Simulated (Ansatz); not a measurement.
Ligand exchange: B(CH3)2(SH) + GaH2(SH) → B(CH3)(SH)2 + GaH2(CH3)

Gas-phase species: B(CH3)2(SH), singlet; GaH2(SH), singlet; B(CH3)(SH)2, singlet; GaH2(CH3), singlet. The partners trade CH3 for SH: B–CH3 and Ga–SH bonds give way to B–SH and Ga–CH3.

Shapes, held fixed at every level: PBE0-D4/def2-TZVP. Flexible molecules stand in one conformer, not always the lowest. Programs: Ansatz 0.2.0. Electronic energies: no zero-point or thermal term.

```json
{"level": "PBE-D4/def2-TZVPP", "kind": "GGA", "ΔE (kJ/mol)": "+45.3", "less CCSD(T)/def2-TZVPP": "-0.8", "CPU time (sum over the molecules)": "25 s"}
{"level": "r2SCAN-D4/def2-TZVPP", "kind": "meta-GGA", "ΔE (kJ/mol)": "+49.1", "less CCSD(T)/def2-TZVPP": "+3.0", "CPU time (sum over the molecules)": "37 s"}
{"level": "B3LYP-D4/def2-TZVPP", "kind": "global hybrid", "ΔE (kJ/mol)": "+48.6", "less CCSD(T)/def2-TZVPP": "+2.5", "CPU time (sum over the molecules)": "48 s"}
{"level": "PBE0-D4/def2-TZVPP", "kind": "global hybrid", "ΔE (kJ/mol)": "+47.4", "less CCSD(T)/def2-TZVPP": "+1.3", "CPU time (sum over the molecules)": "22 s"}
{"level": "wB97X-V/def2-TZVPP", "kind": "range-separated hybrid", "ΔE (kJ/mol)": "+47.4", "less CCSD(T)/def2-TZVPP": "+1.3", "CPU time (sum over the molecules)": "81 s"}
{"level": "B2PLYP/def2-TZVPP", "kind": "double hybrid", "ΔE (kJ/mol)": "+48.3", "less CCSD(T)/def2-TZVPP": "+2.2", "CPU time (sum over the molecules)": "52 s"}
{"level": "CCSD(T)/def2-TZVPP", "kind": "coupled cluster or CI", "ΔE (kJ/mol)": "+46.1", "less CCSD(T)/def2-TZVPP": "0.0", "CPU time (sum over the molecules)": "–"}
```

The highest level, CCSD(T)/def2-TZVPP, gives ΔE = +46.1 kJ/mol; the levels span +45.3 to +49.1. The column of differences is taken from that level and isn't an error. No measured value is set beside it here. Relativity is left out for Ga. Outer-core shells of Ga are correlated, in sets that cover them unevenly. Times are processor times on shared x86 and Arm servers, and rough.

The exchange is clearly uphill in electronic energy, +46.1 kJ/mol at the coupled-cluster level, so in these molecules the pairing of methyl with boron and thiolate with gallium is preferred. The likely reason is a difference in orbital match. Boron's compact valence orbitals overlap well with carbon and make a strong B–C bond, whereas the more diffuse orbitals of gallium gain less from carbon and suit the larger, polarisable sulfur. Sulfur-to-boron π donation works the other way, but the second SH must share boron's one vacant p orbital with the first, which probably limits its benefit.

Every level gives the same sign and a similar size, as expected when the number of bonds of each general type is conserved and much of the error cancels. The small differences show no steady improvement from GGA to double hybrid and are no basis for ranking the functionals. Gallium thiolates readily associate through sulfur bridges, so the energy for separate monomers doesn't settle the exchange equilibrium in condensed phases.
